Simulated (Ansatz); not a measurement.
## Gd3Al: the change of energy above lowest point and pressure with volume scale

All results are calculated (Ansatz 0.2.0). Free energy against uniform scaling of the volume at fixed shape and fractions; periodic cell, basis, potentials, k mesh and filling as listed.

The cell before it is scaled or strained (space group Pm-3m, No. 221):
```
Gd3Al
1.0
      4.8077     0.0000     0.0000
      0.0000     4.8077     0.0000
      0.0000     0.0000     4.8077
Gd Al
3 1
Direct
  0.00000 0.50000 0.50000
  0.50000 0.00000 0.50000
  0.50000 0.50000 0.00000
  0.00000 0.00000 0.00000
```

Settings of every row: functional r2SCAN; dispersion none; potentials PAW; wave cutoff 600 eV; density cutoff 2400 eV; k mesh 5x5x5; k shift 0x0x0; occupations fermi dirac; smearing width 0.15 eV; spin collinear.

Limits: coarse k mesh, up to 40 meV an atom off; state may not be the lowest; the cell comes from a prototype or a list of computed structures and needn't be the stable phase.

| row | volume scale | V (Å³/atom) | energy above lowest point (meV/atom) | pressure (GPa) |
| --- | --- | --- | --- | --- |
| 1 | 0.88 | 24.448 | 74 | 7.66 |
| 2 | 0.92 | 25.559 | 31.5 | 4.68 |
| 3 | 0.96 | 26.67 | 7.9 | 2.2 |
| 4 | 1 | 27.781 | 0 | 0.14 |
| 5 | 1.04 | 28.893 | ? | ? |
| 6 | 1.08 | 30.004 | 21.4 | -3.04 |
| 7 | 1.12 | 31.115 | 46.8 | -4.25 |

Question: what energy above lowest point and pressure should row 5 give?

Worked fit of energy above lowest point. Take u = (V_r/V)^(2/3) − 1 with V_r = 27.226 Å³ an atom, which is twice the finite (Eulerian) strain; such expansions in the strain, on which the Birch-Murnaghan equation of state is built, carry the rest volume and the bulk modulus. The shown rows have u = 0.07439, 0.04302, 0.01385, -0.01336, -0.06272, -0.08517. Least squares give energy above lowest point = 2.15 + 286.4 × u + 9312 × u² − 2405 × u³ meV/atom; a parabola predicts inner rows, each left out in turn, worse (root mean square 0.36 against 0.024 meV/atom). All shown rows lie on it to the printed digit. The withheld row has u = -0.03884, so the fit gives 2.15 + 286.4 × (-0.03884) + 9312 × (-0.03884)² − 2405 × (-0.03884)³ = 5.2 meV/atom.

The calculation gave 5.2 meV/atom. The fit meets it to the printed digit.

Worked fit of pressure. Take u = (V_r/V)^(2/3) − 1 with V_r = 27.226 Å³ an atom, which is twice the finite (Eulerian) strain; such expansions in the strain, on which the Birch-Murnaghan equation of state is built, carry the rest volume and the bulk modulus. The shown rows have u = 0.07439, 0.04302, 0.01385, -0.01336, -0.06272, -0.08517. Least squares give pressure = 1.122 + 75.82 × u + 156.3 × u² + 80 × u³ GPa; a parabola predicts inner rows, each left out in turn, worse (root mean square 0.013 against 0.0047 GPa). All shown rows lie on it to the printed digit. The withheld row has u = -0.03884, so the fit gives 1.122 + 75.82 × (-0.03884) + 156.3 × (-0.03884)² + 80 × (-0.03884)³ = -1.59 GPa.

The calculation gave -1.59 GPa. The fit meets it to the printed digit.
